Weak- and tight-binding limits of the insulator decay rate

Inside a gap the Bloch wavevector is complex. Two bands meet at a branch point of E(k), where dk/dE = 0. Its height h = Im k is the largest decay rate in that gap and sets the exponential rate exp(−h|x|) of the Wannier function (Kohn 1959).

1. The model. Take V(x) = −(ħ²α/m) Σ δ(x − na), with m the free electron mass. One well binds exp(−α|x|) at Eb = −ħ²α²/2m. Each well changes the slope ψ′ by −2αψ. Half the trace of the transfer matrix over one cell gives, with P = αa,

cos ka = μ = cos y − P sin y/y, for E = ħ²y²/2ma²,
cos ka = μ = cosh x − P sinh x/x, for E = −ħ²x²/2ma².

In the first gap k = π/a + i Im k and μ < −1. The branch point is the minimum of μ, and cosh ha = |μ| there.

Predict: as the gap Eg closes, does h fall as Eg or as √Eg?

2. Weak limit. Keep two plane waves, k = G/2 + δ and k − G, with G = 2π/a, coupled by V_G = −ħ²α/ma. With A = ħ²G/2m,

E = const + ħ²δ²/2m ± √(A²δ² + V_G²), Eg = 2|V_G|.

The root vanishes at δ = ih:

h = Eg/2A = mEg/(ħ²G),

linear in the gap. For the comb this is ha = P/π. The exact μ agrees: with y = π + η, μ ≈ −1 + η²/2 + Pη/π has minimum −1 − P²/2π².

Predict: for distant wells, does h approach α from above or below, and how fast?

3. Tight limit. Dropping terms of relative size exp(−2x), |μ| = ½eˣ(P − x)/x and ha = ln 2|μ|. Setting the derivative to zero gives x² − Px + P = 0, so

x = [P + √(P² − 4P)]/2, ha = x − ln(x − 1).

Expanding, ha = P − 1 − ln P + 1/P + …, that is

h = α − (1 + ln αa)/a.

So h/α → 1 from below, with α = √(2m|Eb|)/ħ, but slowly.

Predict: where does each limit fail?

4. Numbers. Eg is here the exact gap. P = 3 is closed-form: the minimum lies at E = 0, where μ = −2 and ha = arcosh 2.

P | exact ha | mEg a/(ħ²G) | P − 1 − ln P
1 | 0.3534 | 0.3530 | 0
3 | 1.317 | 1.313 | 0.901
10 | 6.81 | 8.74 | 6.70
20 | 16.06 | 32.62 | 16.00

The linear law survives to P = 3, then overshoots, since Eg grows as α² and h only as α. At P = 20, h/α is still 0.80.

Predict: which limit describes InSb?

5. InSb. The curvatures of the two-wave bands give masses m/mc = 1 + s and m/mv = s − 1, with s = 2mA²/(ħ²Eg). Hence h = √(mr Eg)/ħ, with reduced mass m/mr = 2s. Since mr ∝ Eg at fixed G, this is again linear.

Compiled 0 K values (Vurgaftman 2001) are Eg = 0.235 eV, mc = 0.0135 m, γ1 = 34.8, γ2 = 15.5. Fitting G to mc gives s = 73.07 and m/mr = 146.1. With ħ²/m = 0.07620 eV nm²,

h = 0.145 nm⁻¹, 1/h = 6.9 nm.

The fitted G = 21.2 nm⁻¹ means a = 0.296 nm, an effective period and no crystal spacing. Then ha = 0.043 and P ≈ πha = 0.135, deep in the weak limit.

The fit forces m/mv = 72.07, whereas the light hole along [100] has γ1 + 2γ2 = 65.8. Using that with m/mc = 74.07 gives m/mr = 139.9 and h = 0.148 nm⁻¹, 2 per cent higher. The model's electron–light-hole branch point, with heavy-hole and split-off bands left out, therefore supports two figures: h ≈ 0.15 nm⁻¹, an amplitude decay length near 7 nm.